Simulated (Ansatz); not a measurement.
**The polar optical mode of BN at 16 GPa, worked through**

The calculation used DFT LDA, scalar-relativistic, plane waves, PAW (Ansatz). Plane waves to 420 eV; Γ-centred k mesh 12×12×12; fixed occupations. No spin polarisation. Phonons by linear response, acoustic sum rule imposed.

The cell, relaxed at 16 GPa:
```cif
data_structure
_symmetry_space_group_name_H-M 'F-43m'
_symmetry_Int_Tables_number 216
_cell_length_a 3.5364
_cell_length_b 3.5364
_cell_length_c 3.5364
_cell_angle_alpha 90.000
_cell_angle_beta 90.000
_cell_angle_gamma 90.000
_cell_volume 44.23
loop_
_atom_site_label
_atom_site_type_symbol
_atom_site_symmetry_multiplicity
_atom_site_Wyckoff_symbol
_atom_site_fract_x
_atom_site_fract_y
_atom_site_fract_z
_atom_site_occupancy
B1 B 4 a 0.00000 0.00000 0.00000 1
N1 N 4 c 0.25000 0.25000 0.25000 1
```

Linear response gives ν_TO = 1118.0 cm⁻¹, Born charges ±1.860 e (positive on B) and ε∞ = 4.534. The primitive cell holds 11.057 Å³, and the masses are 10.810 and 14.007 amu.

Task: Find ν_LO and the static dielectric constant.

Result: The long-wave field adds a restoring force: ω_LO² − ω_TO² = Z*²e²/(ε_vac ε∞ μV). In these units ν_LO² − ν_TO² = 4.92064×10⁷ Z*²/(μ V ε∞) cm⁻², with μ = m₁m₂/(m₁ + m₂) = 6.101 amu: 556785 cm⁻². So ν_LO = √(1118.0² + 556785) = 1344.1 cm⁻¹, and the run gives 1344.1. Lyddane–Sachs–Teller then gives ε0 = ε∞ (ν_LO/ν_TO)² = 6.55, against 6.55 in the run (it forms both from the same three quantities, so the match checks the arithmetic only). Between ν_TO and ν_LO the dielectric function is negative and an undamped crystal reflects fully: a reststrahlen band from 7.4 to 8.9 μm.

Task: What do the Clausius–Mossotti polarisability and the Szigeti charge come to?

Result: With the Lorentz local field, α = (3V/4π)(ε∞ − 1)/(ε∞ + 2) = 1.43 Å³ for the pair, and e_S = 3Z*/(ε∞ + 2) = 0.85 e. The Born charge includes the electrons' response to the dipole's own local field, and e_S takes that enhancement out. The Lorentz field assumes point-like polarisable ions, a poor picture once ε∞ is this large, since the electron clouds then overlap or are shared, so both numbers are formal here.

Task: How strongly does a slow electron couple to the LO mode?

Result: For one isotropic parabolic band, Fröhlich's constant is α_F = (1/ε∞ − 1/ε0) √(m* Ry/ħω_LO), with Ry = 13.606 eV, ħω_LO = 166.6 meV and m* in free-electron masses: α_F = 0.0680 × 9.04 × √m* = 0.61 √m*. The band mass isn't part of this run; for m* = 0.1, 0.3 and 1 it gives 0.19, 0.34, 0.61. In weak coupling the polaron lies α_F ħω_LO below the band edge (56 meV at m* = 0.3) with a mass m*(1 + α_F/6); past α_F of about 5 or 6 that expansion fails. A semilocal functional's ε∞ tends to be too large, which taken alone lowers α_F.

Cost: 1 run of about 0.41 core-minutes, on Intel Xeon Processor @ 2.50GHz (Skylake/Cascade Lake) (shared hosts).

Boron nitride here combines a very stiff lattice with a strongly polar optical mode. The high ν_TO reflects short, directional sp³ bonds between two light atoms. The wide LO–TO splitting doesn't require extreme ionicity: a moderate Born charge acts on a small reduced mass in a compact cell, which makes the long-range restoring force large per unit mass. That charge measures the polarisation created as the sublattices move, including charge flow along the covalent bonds, so it isn't the static charge on boron.

The same stiffness limits how far the ions shift in a static field. The lattice therefore adds less to the susceptibility than the electrons do, and ε0 rises only moderately from 4.534 to 6.55. This small gap between electronic and static screening keeps the Fröhlich coupling weak for the masses tried, despite the large splitting. Carriers in cubic BN would need more than a single mass, since the conduction valleys near X are anisotropic and the valence-band top is degenerate.
